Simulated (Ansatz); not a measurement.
**Strength of the N–C bond: C3H9B2N → C3H5 + B2NH4**

Species: C3H9B2N `BN(B)CC=C`, singlet; C3H5 `[CH2]C=C`, doublet; B2NH4 `B[N]B`, doublet. 

Shapes, held fixed at every level: PBE0-D4/def2-TZVP. Flexible molecules stand in one conformer, not always the lowest. Programs: Ansatz 0.2.0. The zero-point and thermal change to 298 K, harmonic and unscaled (PBE0-D4/def2-TZVP), is -25.3 kJ/mol.

```csv
level,kind,ΔH(298 K) (kJ/mol),CPU time (sum over the molecules)
HF/def2-SVP,Hartree–Fock,+145.4,–
r2SCAN-D4/def2-TZVPP,meta-GGA,+224.8,35 s
BHLYP-D4/def2-TZVPP,global hybrid,+246.1,23 s
PBE0-D4/def2-TZVPP,global hybrid,+260.9,22 s
r2SCAN0-D4/def2-TZVPP,global hybrid,+234.3,35 s
wB97X-V/def2-TZVPP,range-separated hybrid,+279.8,55 s
B2PLYP/def2-TZVPP,double hybrid,+259.4,41 s
```

B2PLYP/def2-TZVPP gives ΔH(298 K) = +259.4 kJ/mol; the levels span +145.4 to +279.8. The median of the levels is +246.1. Hartree–Fock misses the correlation of the pair that is broken and comes out low. No measured value is set beside it here. Spin contamination: C3H5 (⟨S²⟩ up to 0.95). Open shells run unrestricted unless RO is named. Times are processor times on shared x86 and Arm servers, and rough.

Homolysis of the N–C bond is clearly endothermic at every level, but the correlated methods, from +224.8 to +279.8 kJ/mol, fix its strength only roughly. Cleavage gives up a two-centre σ bond, and part of that cost is recovered in the fragments. The allyl radical spreads its unpaired electron over both terminal carbons, which makes an allylic bond weaker than a comparable bond to a saturated alkyl group. On the other side, the empty boron p orbitals accept π density from nitrogen in the parent and can continue to do so in the radical, so boryl substitution probably stabilises both sides, and its net effect on the bond cannot be read from this reaction alone.

The share of exact exchange does not order the results by itself: adding it raises the value from r2SCAN to r2SCAN0, yet BHLYP lies below PBE0. The agreement between PBE0 and B2PLYP therefore doesn't establish either value as accurate. The reaction enthalpy also says nothing about whether N–C cleavage would outcompete other decomposition routes.
